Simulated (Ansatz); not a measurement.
Abstraction of H: C2H7InO + C2HF2 → C2H6InO + C2H2F2

Gas-phase species: C2H7InO `C[O][InH][CH3]`, singlet; C2HF2 `[CH]=C(F)F`, doublet; C2H6InO `C[O][In][CH3]`, doublet; C2H2F2 (vinylidene fluoride) `C=C(F)F`, singlet. A radical takes H: the energy is the difference in strength between the In–H bond broken and the C–H bond made.

Shapes, held fixed at every level: PBE0-D4/def2-TZVP. Flexible molecules stand in one conformer, not always the lowest. Programs: Ansatz 0.2.0. Electronic energies: no zero-point or thermal term.

```tsv
level	kind	ΔE (kJ/mol)	CPU time (sum over the molecules)
HF/def2-TZVPP	Hartree–Fock	-186.0	–
PBE-D4/def2-TZVPP	GGA	-228.5	30 s
r2SCAN-D4/def2-TZVPP	meta-GGA	-215.0	54 s
B3LYP-D4/def2-TZVPP	global hybrid	-228.2	50 s
r2SCAN0-D4/def2-TZVPP	global hybrid	-212.0	58 s
wB97X-V/def2-TZVPP	range-separated hybrid	-211.4	88 s
B2PLYP/def2-TZVPP	double hybrid	-226.0	60 s
```

B2PLYP/def2-TZVPP gives ΔE = -226.0 kJ/mol; the levels span -228.5 to -186.0. The median of the levels is -215.0. No measured value is set beside it here. Spin contamination: C2HF2 (⟨S²⟩ up to 0.90). Open shells run unrestricted. For atoms past krypton def2 sets carry core potentials with scalar relativity. Outer-core shells of In are correlated, in sets that cover them unevenly. Times are processor times on shared x86 and Arm servers, and rough.

Every level makes hydrogen transfer from indium to carbon strongly exothermic, so the new C–H bond is much stronger than the In–H bond it replaces. The difluorovinyl radical carries its unpaired electron mainly in a compact, s-rich σ orbital on carbon, which overlaps well with hydrogen 1s and gains little from π delocalisation. Indium binds hydrogen through diffuse 5s/5p orbitals with poorer overlap, and losing the hydrogen leaves a formally In(II) radical in place of the favoured In(III).

The direction of transfer is therefore secure, but its exact energy is less so. PBE, B3LYP and B2PLYP lie close together at the more exothermic end, while r2SCAN, r2SCAN0 and wB97X-V form a less exothermic group. The share of exact exchange does not explain this split, since PBE and B3LYP nearly coincide and r2SCAN changes little on becoming a hybrid. Hartree–Fock stands apart, probably because it misses correlation in the newly formed C–H pair. The large driving force does not by itself establish a low barrier or fast abstraction.
